## Where does HZrCl₃ lose its electron?

One electron taken from five atoms is a fifth of an electron each. Against that yardstick, a departure of a few hundredths is worth explaining and one of a thousandth is not.

Condensed Fukui function for electron removal (fukui minus) in gas-phase HZrCl₃, computed with PySCF 2.14.0 at the B3LYP/def2-SVPD level on the GFN2-xTB geometry. Each value is the atom's Hirshfeld electron population in the neutral singlet minus that in the doublet cation at the same geometry.

```tsv
row	fukui minus (e)	computed element
1	0.178	Zr
2	0.247	H
3	0.192	Cl
4	0.192	Cl
5	0.191	Cl
```

### 1. What does one entry mean?

The column "fukui minus", written $f^-_A$ here, is the electron population of atom $A$ in the neutral molecule less its population in the cation. The nuclei stay where they are, so the column describes the response of the electrons alone. The five entries add up to the one electron removed. The neutral molecule is a singlet; the cation has one unpaired electron. Each atom's population comes from the Hirshfeld scheme, which divides the density at every point in proportion to the densities of the free atoms.

### 2. Which atom gives most, and why is it not the metal?

Hydrogen gives most, 0.247 e, about 29% more than one chlorine. Zirconium is formally Zr(IV) and has no d electron left to lose, so the charge has to come from the bonds and the ligands. The highest occupied orbital (HOMO) of the neutral molecule lies mainly on H and Zr, as a Zr–H bonding orbital should. Hydrogen is less electronegative than chlorine, and a hydride therefore holds its bonding pair less tightly than chloride holds its lone pairs; this part is standard chemistry rather than a reading of the table. In the cation, the charge on hydrogen has gone from about −0.20 e to +0.05 e, so by this count hydrogen has given up its surplus of electrons.

### 3. Does most of the charge then come from the hydride?

No: the three chlorines together supply 0.575 e, more than twice what hydrogen gives. Hydrogen is the largest single source, but the chlorines are the largest group. The two statements answer different questions. The first concerns the site where a reagent might attack, the second how the added positive charge is shared out. The net charge of the cation still sits mostly on zirconium, which was already positive in the neutral molecule.

### 4. Could the HOMO alone have predicted this?

The simplest model freezes all orbitals and takes one electron out of the HOMO. Each atom then loses exactly its share $h_A$ of that orbital:

$$f^-_A \approx h_A .$$

For the chlorines the estimate is $3 \times 0.053 = 0.159$ e, while the calculation gives 0.575 e. The model has no fitted constant. It puts hydrogen first, as it should, but it gives hydrogen and zirconium about twice their computed loss and the chlorines less than a third of theirs. Part of this gap may be bookkeeping, because the output does not say whether the HOMO shares use the Hirshfeld division.

The hydrogen molecule shows when such a model is safe. There the two atoms are equivalent, so each loses half an electron however the remaining electron adjusts. In HZrCl₃ symmetry protects only the equality of the three chlorines. The division between H, Zr and Cl is free to change, and the chlorines hold many electrons that can move.

### 5. What do the other electrons do?

A hole near the Zr–H bond attracts the electrons that stay behind, and the polarisable lone pairs of chlorine can lean towards it. The spin of the cation gives a way to see this. Let $s_A$ be the unpaired spin on atom $A$, $N_A$ its population in the neutral molecule, and $N_A^{\uparrow}$ and $N_A^{\downarrow}$ its majority- and minority-spin populations in the cation. Then

$$f^-_A = N_A - N_A^{\uparrow} - N_A^{\downarrow}, \qquad s_A = N_A^{\uparrow} - N_A^{\downarrow},$$

$$f^-_A - s_A = 2\left(\tfrac{1}{2}N_A - N_A^{\uparrow}\right).$$

The bracket is the loss of majority-spin electrons, none of which was removed from the molecule as a whole. With frozen orbitals it would be zero on every atom.

To use this atom by atom, one must assume that the spin is divided among the atoms in the same way as the charge, which the output does not state. On hydrogen the difference is then $0.247 - 0.382 = -0.135$ e, which would mean that about 0.07 majority-spin electrons have flowed in. On zirconium and the chlorines the difference is positive, and the chlorines together supply most of the inflow. This is what screening should do: the hole is partly filled where it is deepest, and the cost is spread over the neighbours. Exchange, which favours like spins near the unpaired one, can add to the same inflow, and the two effects are not separated here. One sign of rearrangement needs no division into atoms: in some regions the cation holds more electron density than the neutral molecule, about 0.14 e in all. Frozen orbitals would give no such region.

Even on this reading, screening of this kind accounts for only part of the gap in question 4. The chlorines already carry 0.472 of the unpaired spin, far above their 0.159 share of the neutral HOMO. The orbital that holds the hole may change its shape on ionisation, and the HOMO shares may rest on a different division between atoms; the two causes can act together and have not been separated. The printed analysis below sets the removal values beside the equal share, the HOMO share and the spin, atom by atom.

### 6. What would change if hydrogen were replaced by chlorine?

The Zr–H bond would be gone, and with it the one site that stands out. Zirconium would still have no d electron to offer, so the hole would have to come mainly from chlorine lone pairs. The rule to carry to a neighbouring molecule is to look first for the least tightly held bond or lone pair, and then to let the other polarisable ligands share the loss. This is an argument from the mechanism, not a calculated result.

### 7. Which digits can be trusted?

The chlorines differ by 0.001 e, which is rounding or numerical noise, since they are equivalent by symmetry. Hydrogen lies about 0.06 e above them, a clear lead within this calculation. Zirconium lies only about 0.01 e below a chlorine, and another way of dividing the density could reverse that order. The functional matters too: B3LYP tends to spread a hole over too many atoms, so the true contrast between the atoms may be sharper, though this was not tested.

### 8. What does this mean for a precursor?

In film growth from zirconium compounds, a molecule meets surface groups that offer acidic hydrogen and oxygen lone pairs. The removal values make the hydride a plausible place for the acidic hydrogen to attack. For an added electron, the same calculation puts 0.411 e on zirconium, which fits a metal centre that accepts lone pairs. That value is only a rough guide, because the electron enters one of two degenerate orbitals, the highest occupied orbital of the anion has a positive energy, and the stability of the anion's solution was not checked. Neither surface reaction was calculated, so both assignments remain suggestions about the first contact.

Output of the analysis:

```
Sum of the removal values over all atoms (e): 1
Equal share per atom (e): 0.2
Mean value of one Cl (e): 0.1917
H less mean Cl (e): 0.05533
H above mean Cl (percent): 28.87
Mean Cl less Zr (e): 0.01367
Spread among the three Cl (e): 0.001
Three Cl together (e): 0.575
Three Cl together over H (ratio): 2.328
H and Zr together (e): 0.425
HOMO share of H and Zr together: 0.84
HOMO share of three Cl together: 0.159
Cation spin on three Cl together: 0.472
Attachment less removal value on Zr (e): 0.233
Removal value against simple pictures:
  row  removal_value  less_equal_share  less_HOMO_share  less_cation_spin
    1          0.178            -0.022           -0.186             0.032
    2          0.247             0.047           -0.229            -0.135
    3          0.192            -0.008            0.139             0.035
    4          0.192            -0.008            0.139             0.034
    5          0.191            -0.009            0.138             0.034
Hirshfeld charges before and after removal (e):
  row  neutral  cation
    1    0.641   0.819
    2   -0.197    0.05
    3   -0.148   0.044
    4   -0.148   0.044
    5   -0.148   0.043
```
